\paragraph{At ``surface energy of the Kossel crystal''.}
The crystal is a tetragonal lattice of cells $a\times a\times h$, one atom per cell of volume $\Omega=a^2h$, with bonds between cells that share a face. A bond of strength $J$ is shared by two atoms, so an empty neighbour site costs $\varepsilon=J/2$: $\varepsilon_\parallel$ in the layer, $\varepsilon_\perp$ between layers. The surface energy is the energy in excess of $N$ times the bulk energy per atom, which is the sum of $\varepsilon$ over all broken bonds. Until temperature is introduced, $T=0$. A (001) terrace has one broken bond per area $a^2$, and a monatomic step along [010] adds one per length $a$:
\begin{equation}
\gamma_0=\frac{\varepsilon_\perp}{a^2},\qquad \beta=\frac{\varepsilon_\parallel}{a}. \tag{1}
\end{equation}

\paragraph{At ``steps of density $\tan\theta/h$''.}
Take terraces $n$ atoms wide, so that $\tan\theta=h/(na)$. A strip one atom long and one period wide carries $n\varepsilon_\perp+\varepsilon_\parallel$. This energy is divided by the area of the macroscopic tilted plane, $a\sqrt{n^2a^2+h^2}$, and not by the terrace area:
\begin{equation}
\gamma(\theta)=\frac{n\varepsilon_\perp+\varepsilon_\parallel}{a\sqrt{n^2a^2+h^2}}=\gamma_0\cos\theta+\frac{\beta}{h}|\sin\theta|. \tag{2}
\end{equation}
The modulus appears because up-steps and down-steps cost the same. No small-angle expansion was made. The count does not depend on how the steps are spaced or bunched, so these steps do not interact and (2) holds up to $90^\circ$, where $\beta/h=\varepsilon_\parallel/(ah)$ is the energy of the (100) face. In the cubic case ($h=a$, one $\varepsilon$) with $n=10$, $\theta=5.71^\circ$ and $\gamma/\gamma_0=0.9950+0.0995=1.0945$. Per projected area, with slope $p=\tan\theta$, (2) is simpler:
\begin{equation}
f(p)\equiv\frac{\gamma}{\cos\theta}=\gamma_0+\frac{\beta}{h}|p|. \tag{3}
\end{equation}

\paragraph{At ``the $\gamma$-plot has a cusp''.}
For $\theta>0$, (2) is the scalar product of the unit normal $(\sin\theta,\cos\theta)$ with the fixed vector $(\beta/h,\gamma_0)$. Its polar plot is an arc of the circle through the origin that has this vector as diameter. The mirror circle serves $\theta<0$, and the two cross at $\theta=0$, where $\gamma'$ jumps by $2\beta/h$. Away from the cusp the stiffness $\gamma+\gamma''$ is exactly zero: a vicinal plane can break up into wide terraces and step bunches at no cost.

\paragraph{At ``the Wulff construction then gives''.}
The equilibrium shape is the set of points with $\mathbf r\cdot\mathbf n\le\lambda\gamma(\mathbf n)$ for all normals $\mathbf n$; $\lambda$ sets the size. In the cross-section normal to the steps take $x>0$ and planes that descend with slope $-q$, $q\ge0$. Their normal is $(q,1)/\sqrt{1+q^2}$, and the condition becomes
\begin{equation}
z(x)=\min_{q\ge0}\,[\lambda f(q)-qx]. \tag{4}
\end{equation}
The plane $q=0$ is the facet, at height $z_0=\lambda\gamma_0$. It bounds the crystal as long as $\lambda[f(q)-\gamma_0]\ge qx$ for every $q$. The distance from the facet centre to this edge is therefore
\begin{equation}
\frac{R}{z_0}=\frac{1}{\gamma_0}\,\inf_{q>0}\frac{f(q)-\gamma_0}{q}\;\le\;\frac{\beta}{h\gamma_0}. \tag{5}
\end{equation}
The right-hand side is the limit $q\to0$. Equality holds whenever $f$ lies on or above its tangent at the cusp. For (3) the quotient is $\beta/h$ at every slope, and
\begin{equation}
\frac{R}{z_0}=\frac{\beta}{h\gamma_0}=\frac{\varepsilon_\parallel\,a}{\varepsilon_\perp\,h}. \tag{6}
\end{equation}
All vicinal Wulff planes pass through the single point $(\lambda\beta/h,\lambda\gamma_0)$. They touch the shape along a sharp edge and occupy no area on it. The cubic Kossel crystal has $R/z_0=1$ whatever the bond strength: a cube.

\paragraph{At ``facet radius''.}
The facet is a disc only if $\beta$ is isotropic. A step whose normal makes the angle $\phi$ with [100] has $\beta(\phi)=(\varepsilon_\parallel/a)(|\cos\phi|+|\sin\phi|)$ from the kinks it must contain. Repeating the step from (4) to (5) in every azimuth, the facet is the set of points with $x\cos\phi+y\sin\phi\le\lambda\beta(\phi)/h$ for all $\phi$, the two-dimensional Wulff shape of $\beta/h$. Here it is a square of half-width $R$. The length $\lambda\beta(\phi)/h$ is the perpendicular distance to a bounding line and in general differs from the radial distance to the outline. At $\phi=30^\circ$ the first is $1.366\,R$ and the second is $R/\cos30^\circ=1.155\,R$.

\paragraph{The result without any construction: 32 atoms.}
Let $A_z$ be the number of lattice lines along $z$ that contain at least one atom, and likewise $A_x$, $A_y$. Each such line has at least two broken bonds. Layer $k$ holds $n_k$ atoms on $u_k$ lines along $x$ and $v_k$ lines along $y$, so $n_k\le A_z$ and $n_k\le u_kv_k$, whence $n_k\le\sqrt{A_zu_kv_k}$. Summing with the Cauchy--Schwarz inequality, and using $\sum u_k=A_x$, $\sum v_k=A_y$, gives $N^2\le A_xA_yA_z$ (the Loomis--Whitney inequality). The arithmetic--geometric mean inequality then yields, for a cluster of any shape,
\begin{equation}
E\ge2\varepsilon_\perp A_z+2\varepsilon_\parallel(A_x+A_y)\ge6\,(\varepsilon_\perp\varepsilon_\parallel^2N^2)^{1/3}. \tag{7}
\end{equation}
A block $N_x\times N_x\times N_z$ has $A_z=N_x^2$ and $A_x=A_y=N_xN_z$. It reaches the bound when the three terms are equal, $N_x/N_z=\varepsilon_\parallel/\varepsilon_\perp$. With each atom owning its cell, $R=N_xa/2$ and $z_0=N_zh/2$, which is (6) exactly.

Illustrative inputs, belonging to no material: $\varepsilon_\perp=0.10$ eV, $\varepsilon_\parallel=0.20$ eV, $a=2.5$ \AA, $h=3.0$ \AA. Then $\gamma_0=0.0160$ eV/\AA$^2$ $=0.256$ J/m$^2$, $\beta=0.080$ eV/\AA, $\beta/h=0.0267$ eV/\AA$^2$, and (6) gives $5/3=1.667$. For $N=32$ the bound (7) is 9.6 eV.
\begin{center}
\begin{tabular}{lcccc}
cluster & $A_z$ & $A_x+A_y$ & $E$ (eV)\\ \hline
two layers $4\times4$ & 16 & 16 & 9.6\\
$3\times4$ on $5\times4$ & 20 & 16 & 10.4\\
one layer $4\times8$ & 32 & 12 & 11.2\\
four layers $2\times4$ & 8 & 24 & 11.2
\end{tabular}
\end{center}
The first cluster meets the bound, so no arrangement of 32 atoms lies lower. It has $R=5.0$ \AA\ and $z_0=3.0$ \AA, in the ratio $5/3$. For a general $N$ no block fits and the ratio is only approached as $N$ grows.

\paragraph{At ``the top layer is in equilibrium'': a factor of two.}
The volume of a Wulff shape is $V=\tfrac13\sum_i\lambda\gamma_iA_i=\lambda E/3$ (face areas $A_i$), and $E\propto V^{2/3}$. The excess chemical potential over the infinite crystal is then $\Delta\mu=\Omega\,dE/dV=2\Omega/\lambda$, so $R=2\Omega\beta/(h\Delta\mu)$. An isolated circular island of radius $r$ on the facet costs $2\pi r\beta-\pi r^2h\Delta\mu/\Omega$. This is stationary, at a maximum, for $r=\Omega\beta/(h\Delta\mu)=R/2$ and returns to zero at $r=R$. Setting the facet radius equal to the stationary island radius loses a factor of two. The large Kossel block shows the same: differentiating (7) gives $\Delta\mu=4\varepsilon_\parallel/N_x$, and a square island of side $m$ atoms costs
\begin{equation}
\Delta G(m)=4\varepsilon_\parallel m\left(1-\frac{m}{N_x}\right). \tag{8}
\end{equation}
A complete layer is added or removed at zero cost, over a barrier $\varepsilon_\parallel N_x$ at $m=N_x/2$. For the illustrative model with $N_x=40$, a facet 10 nm wide, $\Delta\mu=0.020$ eV and the barrier is 8.0 eV. The barrier grows with the facet, so a faceted crystal can keep a ratio other than (6) for kinetic reasons.

\paragraph{Where the equality in (5) fails.}
For bonds $\mathbf b$ (one of each pair $\pm\mathbf b$), a plane cut breaks $|\mathbf b\cdot\mathbf n|/\Omega$ of them per area, so $\gamma=\sum_{\mathbf b}\varepsilon_b|\mathbf b\cdot\mathbf n|/\Omega$. Add second-neighbour bonds $\varepsilon_2$ along the six face diagonals of the cubic lattice:
\begin{equation}
a^2f(q)=\varepsilon_1(1+q)+\varepsilon_2\,(|1+q|+|1-q|+2+2q). \tag{9}
\end{equation}
For $q<1$ this gives $\beta/(h\gamma_0)=(\varepsilon_1+2\varepsilon_2)/(\varepsilon_1+4\varepsilon_2)$. With $\varepsilon_2=+0.1\,\varepsilon_1$, $f$ is convex, the equality holds and $R/z_0=0.857$; a \{110\} bevel cuts the cube edge. With $\varepsilon_2=-0.1\,\varepsilon_1$ the step formula gives 1.333. But for $q>1$ the quotient in (5) is $(\varepsilon_1+4\varepsilon_2-2\varepsilon_2/q)/a^2$, which now falls towards $\gamma_0$, so $R/z_0=1$. Steps gain energy by bunching into a (100) wall. In any cubic crystal the (100) plane limits the (001) facet to $R/z_0\le1$ along [100], and a larger $\beta/(h\gamma_0)$ cannot be read from the shape. The nearest-neighbour cube sits exactly on this borderline.

\paragraph{At ``for $T>0$ read free energies''.}
In the cubic crystal let the step shift by $j$ spacings between neighbouring rows at a cost $|j|\varepsilon$, with flat terraces and no overhangs. The rows are independent, and with $\eta=\varepsilon/k_BT$
\begin{equation}
\sum_{j=-\infty}^{\infty}e^{-|j|\eta}=\coth\frac{\eta}{2},\qquad
\beta(T)\,a=\varepsilon-k_BT\ln\coth\frac{\eta}{2}. \tag{10}
\end{equation}
At $k_BT=0.4\,\varepsilon$ the logarithm is 0.1645 and $\beta a=0.934\,\varepsilon$. The cheapest omitted excitations, an adatom or a vacancy on the terrace or an overhang of the step, cost $4\varepsilon$. Adatoms and vacancies lower $\gamma_0$ by the fraction $2e^{-4\eta}/\eta=3.6\times10^{-5}$, and the corrections to $\beta$ are of the same exponential order. The model's facet has shrunk to $R/z_0=0.934$. Equation (10) vanishes at $\sinh\eta=1$, $k_BT=1.135\,\varepsilon$. There $e^{-4\eta}=0.029$ is no longer negligible against a vanishing $\beta$, so this root does not locate the roughening transition of the three-dimensional crystal.

\paragraph{At ``non-interacting''.}
Wandering steps cannot cross without paying for an overhang, so at $T>0$ they repel by loss of entropy. The mean square shift per row is $\langle j^2\rangle=1/(2\sinh^2\frac{\eta}{2})$, which gives the step stiffness $\tilde\beta=k_BT/(a\langle j^2\rangle)$. The weight $\exp[-\int\frac12\tilde\beta\,(dx/dy)^2dy/k_BT]$ of a step $x(y)$ is that of a particle of mass $\tilde\beta$ in imaginary time $y$, with $k_BT$ in the role of $\hbar$, and non-crossing paths are free fermions. Filling wave numbers up to $\pi\rho$ at step density $\rho=q/h$,
\begin{equation}
\frac{(k_BT)^2}{2\tilde\beta}\int_{-\pi\rho}^{\pi\rho}\frac{k^2\,dk}{2\pi}=gq^3,\qquad g=\frac{\pi^2(k_BT)^2}{6\tilde\beta h^3}, \tag{11}
\end{equation}
to leading order in $q$. At $k_BT=0.4\,\varepsilon$, $\tilde\beta a=5.13\,k_BT$, and for steps ten spacings apart this term is about $1\times10^{-3}$ of the step term in (3). One figure is all it supports, since the rule for steps in contact shifts the effective distance by about a spacing. Small as it is, the term decides the form of the edge. With $f=\gamma_0+(\beta/h)q+gq^3$ the infimum in (5) stays at $q\to0$, so (6) survives with free energies. For $x>R$ the minimum in (4) lies at $q=\sqrt{(x-R)/3\lambda g}$ and
\begin{equation}
z=z_0-\frac{2}{3}\,\frac{(x-R)^{3/2}}{\sqrt{3\lambda g}}. \tag{12}
\end{equation}
The facet now joins a rounded region without a break in slope. A repulsion falling as the inverse square of the step distance, such as the elastic one, changes $g$ and leaves $R$ alone.

\paragraph{The same count for Cu(001).}
The (001) layer of an fcc metal is a square lattice with $a=a_c/\sqrt2$ and $h=a_c/2$, where $a_c$ is the cube edge. Nearest-neighbour bonds run along two in-plane directions and four inclined ones, $(\pm a/2,\pm a/2,h)$. For close-packed $\langle110\rangle$ steps the bond sum gives
\begin{equation}
f(q)=\frac{\varepsilon}{a^2h}\Big[qa+2\Big|h+\frac{qa}{2}\Big|+2\Big|h-\frac{qa}{2}\Big|\Big]=\frac{4\varepsilon}{a^2}+\frac{\varepsilon}{ah}\,q \tag{13}
\end{equation}
for $q<\sqrt2$, the slope of \{111\} at $54.7^\circ$. As $f$ is convex, $R/z_0=a/4h=\sqrt2/4=0.354$, the square face of the truncated octahedron. Typical inputs for copper: $a_c\approx3.61$ \AA\ and a kink energy of about 0.13 eV, which is identified with $\varepsilon$. Then $a=2.55$ \AA, and the model has $\beta=0.051$ eV/\AA\ and $\gamma_0=0.080$ eV/\AA$^2$ $=1.3$ J/m$^2$. As typical knowledge, copper has a step energy near 0.2 eV per spacing and a surface energy near 1.8 J/m$^2$, so the model falls short in each by roughly a third, and the shortfalls largely cancel in the ratio.

Equation (10) carries over, since kinks and terrace defects cost $\varepsilon$ and $4\varepsilon$ again. Here $k_BT=0.4\,\varepsilon=0.052$ eV means $T=6.0\times10^{2}$ K. Kinks lower $\beta a$ by 0.009 eV and the model's ratio becomes 0.33. Vibrations, absent from a lattice model, rival this shift: if three modes per step atom soften by an assumed 5 per cent relative to a terrace atom, $3k_BT\ln0.95=-0.008$ eV, which alone would lower the ratio by a further 0.02, while softening on the terrace lowers $\gamma_0$ and acts the other way.